**4p-4d Slater integrals along the 45-electron sequence: hydrogenic slopes plus screening**

The table holds $F^0$, $F^2$, $G^1$, $G^3$ (4p,4d), two of their ratios and the mean radii of 4p and 4d for [Kr]4d⁹ ions from Pd⁺ to Bi³⁸⁺, from non-relativistic Hartree-Fock at the basis limit. The program computes the hydrogenic slopes $A$, fits $X=A(Z-\sigma)$ with $\sigma=\sigma_0+b/(Z-s)$ to the 15 known rows of charge 9 or more, and predicts the withheld rows Yb²⁵⁺, Hf²⁷⁺, Ta²⁸⁺ and Re³⁰⁺ with error bars from residuals and a drop-out test. All predictions fall within their bars (worst 0.80 of a bar), with the integrals systematically too high by up to 0.003 eV, while extrapolation to Pd⁺ fails by 2 to 4 % for the integrals. The output also shows that $F^0$ times the mean radius is constant within 0.7 %, that both ratios peak well before the radii cross near $Z=69.8$, and that they remain above their hydrogenic limits at Bi³⁸⁺. The 4p spin-orbit constant exceeds $G^1$ at Os³¹⁺, which limits the use of these integrals for the heavy ions.

B-spline radial code 1, non-relativistic Hartree-Fock for spherical ions at the basis-set limit, with configuration average and point nucleus. All rows are 45-electron ions with the configuration [Kr] 4d9. F0, F2, G1 and G3 are unscreened Slater-Condon radial integrals between the 4p and 4d orbitals, and <r> is the mean radius of an orbital.

## Script

```python
# Table: Slater integrals F0, F2, G1, G3 (4p,4d) in eV and <r> of 4p, 4d in bohr for [Kr]4d9 ions; B-spline radial
# code, non-relativistic Hartree-Fock. Tested: X = A (Z - sigma), A hydrogenic, sigma = s0 + b/(Z - s); withheld rows predicted.
T = {
    'ion': ['Pd+', 'Ag2+', 'In4+', 'Sn5+', 'Te7+', 'Xe9+', 'Cs10+', 'La12+', 'Pr14+', 'Nd15+', 'Sm17+', 'Eu18+', 'Tb20+', 'Ho22+', 'Er23+', 'Yb25+', 'Hf27+', 'Ta28+', 'Re30+', 'Os31+', 'Pt33+', 'Hg35+', 'Tl36+', 'Bi38+'],
    'Z': [46, 47, 49, 50, 52, 54, 55, 57, 59, 60, 62, 63, 65, 67, 68, 70, 72, 73, 75, 76, 78, 80, 81, 83],
    'charge': [1, 2, 4, 5, 7, 9, 10, 12, 14, 15, 17, 18, 20, 22, 23, 25, 27, 28, 30, 31, 33, 35, 36, 38],  # e
    'F0_4p_4d': [19.708, 21.27, 24.127, 25.478, 28.083, 30.603, 31.841, 34.281, 36.685, 37.876, 40.242, 41.417, 43.754, 46.076, 47.233, 49.538, 51.834, 52.979, 55.263, 56.402, 58.676, 60.945, 62.078, 64.34],  # eV
    'F2_4p_4d': [9.6625, 10.621, 12.304, 13.073, 14.523, 15.891, 16.553, 17.845, 19.104, 19.723, 20.945, 21.549, 22.746, 23.93, 24.518, 25.687, 26.848, 27.426, 28.577, 29.15, 30.293, 31.432, 32.0, 33.132],  # eV
    'G1_4p_4d': [12.146, 13.432, 15.645, 16.638, 18.481, 20.192, 21.011, 22.595, 24.12, 24.865, 26.327, 27.045, 28.46, 29.851, 30.538, 31.9, 33.245, 33.913, 35.239, 35.898, 37.207, 38.508, 39.155, 40.444],  # eV
    'G3_4p_4d': [7.3974, 8.2256, 9.6694, 10.322, 11.537, 12.669, 13.211, 14.261, 15.272, 15.767, 16.737, 17.215, 18.155, 19.08, 19.537, 20.443, 21.339, 21.784, 22.667, 23.106, 23.978, 24.845, 25.277, 26.137],  # eV
    'ratio_F2F0': [0.49, 0.499, 0.51, 0.513, 0.517, 0.519, 0.52, 0.521, 0.521, 0.521, 0.52, 0.52, 0.52, 0.519, 0.519, 0.519, 0.518, 0.518, 0.517, 0.517, 0.516, 0.516, 0.515, 0.515],
    'ratio_G1F2': [1.257, 1.265, 1.272, 1.273, 1.273, 1.271, 1.269, 1.266, 1.263, 1.261, 1.257, 1.255, 1.251, 1.247, 1.246, 1.242, 1.238, 1.237, 1.233, 1.231, 1.228, 1.225, 1.224, 1.221],
    'r_4p': [1.0616, 1.014, 0.92814, 0.89003, 0.82241, 0.76447, 0.73853, 0.69177, 0.65075, 0.63207, 0.59785, 0.58214, 0.55314, 0.52696, 0.51481, 0.49214, 0.47144, 0.46174, 0.44351, 0.43494, 0.41877, 0.40378, 0.39669, 0.38324],  # bohr
    'r_4d': [1.426, 1.287, 1.0983, 1.0286, 0.91762, 0.83177, 0.79544, 0.73258, 0.67986, 0.6565, 0.61466, 0.59582, 0.56162, 0.53136, 0.51748, 0.4919, 0.46884, 0.45814, 0.43819, 0.42888, 0.41143, 0.39539, 0.38785, 0.37362],  # bohr
}
HELD = [15, 16, 17, 18]  # rows withheld from the fit
import numpy as np
from scipy.constants import physical_constants as pc
from scipy.integrate import cumulative_trapezoid as ct
Ha = pc['Hartree energy in eV'][0]; cm = 100*pc['inverse meter-electron volt relationship'][0]
r = np.linspace(1e-3, 200, 200001); x = r/2
nrm = lambda P: P/np.sqrt(ct(P*P, r)[-1])
p = nrm(x**2*(x*x-10*x+20)*np.exp(-x/2)); d = nrm(x**3*(6-x)*np.exp(-x/2))   # hydrogen 4p, 4d
def R(k, a, b):
    o = ct(b/r**(k+1), r, initial=0)
    return Ha*ct(a*(ct(b*r**k, r, initial=0)/r**(k+1) + r**k*(o[-1]-o)), r)[-1]
A = np.array([R(0, p*p, d*d), R(2, p*p, d*d), R(1, p*d, p*d), R(3, p*d, p*d), 1/23, 1/21])
nm = ['F0', 'F2', 'G1', 'G3', 'r4p', 'r4d', 'F2/F0', 'G1/F2', 'r4d-r4p']; ion = T['ion']
Z = np.array(T['Z'], float); H = list(HELD); kn = ~np.isin(np.arange(len(Z)), H); K = np.where(kn)[0]
X = np.array([T[k] for k in ['F0_4p_4d', 'F2_4p_4d', 'G1_4p_4d', 'G3_4p_4d', 'r_4p', 'r_4d']], float)
inv = lambda Y: np.vstack([Y[:4], 1/Y[4:6]])
ext = lambda Y: np.vstack([Y, Y[1]/Y[0], Y[2]/Y[1], Y[5]-Y[4]])
L = inv(X); S = Z - L/A[:, None]; E = ext(X)
def fit(m):
    out = []
    for y in S:
        c = [(np.polyfit(1/(Z[m]-s), y[m], 1, full=True), s) for s in np.arange(-60, 50, 0.1)]
        f, s = min(c, key=lambda t: t[0][1][0]); out.append((f[0][1], f[0][0], s))
    return out
pred = lambda P, z: ext(inv(np.array([a*(z-s0-b/(z-s)) for a, (s0, b, s) in zip(A, P)])))
m = kn & (Z >= 54); gap = m & (Z >= 62) & (Z <= 67); low = kn & ~m
P = fit(m); res = np.abs(pred(P, Z[m])-E[:, m]).max(1); g = np.abs(pred(fit(m & ~gap), Z[gap])-E[:, gap]).max(1)
lo, hi = K[K < min(H)][-1], K[K > max(H)][0]; e = X[:, lo]
rnd = np.array([5e-4]*4+[5e-6]*2+[5e-4*(e[0]+e[1])/e[0]**2, 5e-4*(e[1]+e[2])/e[1]**2, 1e-5]); bar = np.maximum(res, g)+rnd
print('hydrogenic slopes A, eV per Z: F0 %.4f F2 %.4f G1 %.4f G3 %.4f; F2/F0 %.4f G1/F2 %.4f r4d/r4p %.4f' % (*A[:4], A[1]/A[0], A[2]/A[1], 21/23))
sl = np.diff(L[:, K])/np.diff(Z[K])
print('slope/A first pair (F0 F2 G1 G3 1/r4p 1/r4d):', ' '.join('%.3f' % v for v in sl[:, 0]/A))
print('slope/A last pair:                          ', ' '.join('%.3f' % v for v in sl[:, -1]/A))
show = [K[0], np.where(m)[0][0], lo, K[-1]]; pl = 100*(pred(P, Z[low])/E[:, low]-1)
print('sigma at', *[ion[i] for i in show], '| fit s0 b s (charge>=9, %d rows) | %s miss %% | free straight line worst %%' % (m.sum(), ion[K[0]]))
for j in range(6):
    ln = 100*np.abs(np.polyval(np.polyfit(Z[m], L[j, m], 1), Z[m])/L[j, m]-1).max()
    print('%-4s' % nm[j], *['%.2f' % S[j, i] for i in show], '| %.2f %.1f %.1f | %+.2f | %.2f' % (*P[j], pl[j, 0], ln))
print('unfitted low rows, F0/G1 miss %:', '; '.join('%s %+.2f/%+.2f' % (ion[i], a, b) for i, a, b in zip(np.where(low)[0], pl[0], pl[2])))
for j in (6, 7):
    o = K[np.argsort(-E[j, K])[:2]]
    print('%s: first %.4f, top two %s %.4f %s %.4f, last %.4f' % (nm[j], E[j, K[0]], ion[o[0]], E[j, o[0]], ion[o[1]], E[j, o[1]], E[j, K[-1]]))
c = X[0]/Ha*(X[4]+X[5])/2
print('F0(hartree) x mean radius(bohr): first %.4f last %.4f range %.4f-%.4f hydrogenic %.4f' % (c[K[0]], c[K[-1]], c[K].min(), c[K].max(), 22*A[0]/Ha))
# further outputs of the same runs: <r^2>, <1/r> of 4p and 4d, zeta(4p) in 1/cm, F0 F2 (4p,4p), F0 F2 (4d,4d) in eV
ex = {'Te7+': (0.7665727, 1.639399, 0.972058, 1.426071, 46407.45, 29.7233, 15.75779, 26.70187, 13.72099),
      'Sm17+': (0.4033501, 2.288257, 0.4319246, 2.132941, 135411.7, 40.81729, 21.60849, 39.74843, 20.50459),
      'Os31+': (0.2133767, 3.187351, 0.2099033, 3.064179, 410172.2, 56.05968, 29.50739, 56.91027, 29.24319)}
print('<r2>/<r>^2 4p 4d | <r><1/r> 4p 4d | F2/F0 pp dd | zeta(4p) and G1 in eV')
for k, v in ex.items():
    i = ion.index(k); a, b = X[4, i], X[5, i]
    print('%-6s %.4f %.4f | %.4f %.4f | %.4f %.4f | %.1f %.1f' % (k, v[0]/a**2, v[2]/b**2, v[1]*a, v[3]*b, v[6]/v[5], v[8]/v[7], v[4]*cm, X[2, i]))
print('H-like %.4f %.4f | %.4f %.4f | %.4f %.4f' % (600/529, 504/441, 23/16, 21/16, R(2, p*p, p*p)/R(0, p*p, p*p), R(2, d*d, d*d)/R(0, d*d, d*d)))
zz = np.linspace(Z[lo], Z[hi], 801); print('model crossing r4d = r4p at Z = %.2f' % zz[np.argmin(np.abs(pred(P, zz)[8]))])
row = lambda t, v: print('%-18s' % t + ''.join(('%9.4f' if j < 4 else '%9.5f') % u for j, u in enumerate(v)))
print('%-18s' % 'eV, bohr, ratios' + ''.join('%9s' % n for n in nm))
row('table rounding', rnd); row('worst fit resid', res); row('drop Z62-67 miss', g); row('error bar', bar)
for i in H:
    q = pred(P, Z[i:i+1])[:, 0]; ch = E[:, lo]+(E[:, hi]-E[:, lo])*(Z[i]-Z[lo])/(Z[hi]-Z[lo])
    row(ion[i]+' predicted', q); row('  computed', E[:, i]); row('  pred - computed', q-E[:, i]); row('  computed - chord', E[:, i]-ch)
mb = np.abs(pred(P, Z[H])-E[:, H])/bar[:, None]; print('%-18s' % 'worst miss / bar' + ''.join('%9.2f' % u for u in mb.max(1)))
assert np.all((sl[:4, -1]/A[:4] > 1) & (sl[:4, -1]/A[:4] < 1.2)) and np.all(np.diff(sl[0]) < 0)
assert np.all(E[8, K[K <= lo]] > 0) and np.all(E[8, K[K >= hi]] < 0)
assert all(K[0] < K[np.argmax(E[j, K])] < lo for j in (6, 7))
assert E[6, K[-1]] > A[1]/A[0] and E[7, K[-1]] > A[2]/A[1]
```

It prints:

```
hydrogenic slopes A, eV per Z: F0 1.1023 F2 0.5460 G1 0.5984 G3 0.4007; F2/F0 0.4953 G1/F2 1.0960 r4d/r4p 0.9130
slope/A first pair (F0 F2 G1 G3 1/r4p 1/r4d): 1.417 1.756 2.149 2.067 1.017 1.591
slope/A last pair:                           1.026 1.037 1.077 1.073 1.017 1.031
sigma at Pd+ Xe9+ Er23+ Bi38+ | fit s0 b s (charge>=9, 15 rows) | Pd+ miss % | free straight line worst %
F0   28.12 26.24 25.15 24.63 | 23.37 66.0 31.0 | +2.00 | 0.83
F2   28.30 24.89 23.09 22.31 | 20.59 83.4 34.6 | +2.21 | 1.44
G1   25.70 20.26 16.96 15.41 | 11.63 195.8 31.3 | +3.73 | 2.07
G3   27.54 22.39 19.25 17.78 | 14.24 181.5 31.7 | +3.27 | 2.13
r4p  24.33 23.91 23.32 22.99 | 21.91 67.5 20.4 | +0.97 | 0.32
r4d  31.27 28.75 27.42 26.79 | 25.30 76.5 31.8 | -3.81 | 1.15
unfitted low rows, F0/G1 miss %: Pd+ +2.00/+3.73; Ag2+ +1.11/+2.03; In4+ +0.37/+0.64; Sn5+ +0.21/+0.36; Te7+ +0.06/+0.10
F2/F0: first 0.4903, top two Pr14+ 0.5208 Nd15+ 0.5207, last 0.5150
G1/F2: first 1.2570, top two Sn5+ 1.2727 Te7+ 1.2725, last 1.2207
F0(hartree) x mean radius(bohr): first 0.9008 last 0.8948 range 0.8948-0.9008 hydrogenic 0.8912
<r2>/<r>^2 4p 4d | <r><1/r> 4p 4d | F2/F0 pp dd | zeta(4p) and G1 in eV
Te7+   1.1334 1.1544 | 1.3483 1.3086 | 0.5301 0.5139 | 5.8 18.5
Sm17+  1.1285 1.1432 | 1.3680 1.3110 | 0.5294 0.5159 | 16.8 26.3
Os31+  1.1279 1.1412 | 1.3863 1.3142 | 0.5264 0.5138 | 50.9 35.9
H-like 1.1342 1.1429 | 1.4375 1.3125 | 0.5117 0.5055
model crossing r4d = r4p at Z = 69.77
eV, bohr, ratios         F0       F2       G1       G3      r4p      r4d    F2/F0    G1/F2  r4d-r4p
table rounding       0.0005   0.0005   0.0005   0.0005  0.00001  0.00001  0.00002  0.00005  0.00001
worst fit resid      0.0034   0.0014   0.0028   0.0018  0.00004  0.00014  0.00003  0.00011  0.00018
drop Z62-67 miss     0.0033   0.0016   0.0029   0.0012  0.00002  0.00007  0.00001  0.00004  0.00009
error bar            0.0039   0.0021   0.0034   0.0023  0.00004  0.00014  0.00005  0.00015  0.00019
Yb25+ predicted     49.5409  25.6883  31.9022  20.4446  0.49216  0.49186  0.51853  1.24189 -0.00030
  computed          49.5380  25.6870  31.9000  20.4430  0.49214  0.49190  0.51853  1.24187 -0.00024
  pred - computed    0.0029   0.0013   0.0022   0.0016  0.00002 -0.00004 -0.00000  0.00002 -0.00006
  computed - chord   0.0127   0.0110   0.0220   0.0138 -0.00270 -0.00343  0.00001 -0.00015 -0.00073
Hf27+ predicted     51.8366  26.8491  33.2477  21.3403  0.47145  0.46880  0.51796  1.23832 -0.00265
  computed          51.8340  26.8480  33.2450  21.3390  0.47144  0.46884  0.51796  1.23827 -0.00260
  pred - computed    0.0026   0.0011   0.0027   0.0013  0.00001 -0.00004 -0.00001  0.00005 -0.00005
  computed - chord   0.0165   0.0140   0.0270   0.0175 -0.00343 -0.00434  0.00001 -0.00025 -0.00091
Ta28+ predicted     52.9811  27.4267  33.9151  21.7848  0.46175  0.45810  0.51767  1.23657 -0.00364
  computed          52.9790  27.4260  33.9130  21.7840  0.46174  0.45814  0.51768  1.23653 -0.00360
  pred - computed    0.0021   0.0007   0.0021   0.0008  0.00001 -0.00004 -0.00001  0.00004 -0.00004
  computed - chord   0.0154   0.0130   0.0250   0.0164 -0.00315 -0.00396  0.00000 -0.00023 -0.00081
Re30+ predicted     55.2645  28.5774  35.2404  22.6676  0.44352  0.43816  0.51710  1.23316 -0.00536
  computed          55.2630  28.5770  35.2390  22.6670  0.44351  0.43819  0.51711  1.23312 -0.00532
  pred - computed    0.0015   0.0004   0.0014   0.0006  0.00001 -0.00003 -0.00001  0.00003 -0.00004
  computed - chord   0.0071   0.0060   0.0110   0.0071 -0.00141 -0.00176  0.00000 -0.00012 -0.00035
worst miss / bar       0.75     0.64     0.80     0.70     0.38     0.30     0.15     0.33     0.32
```
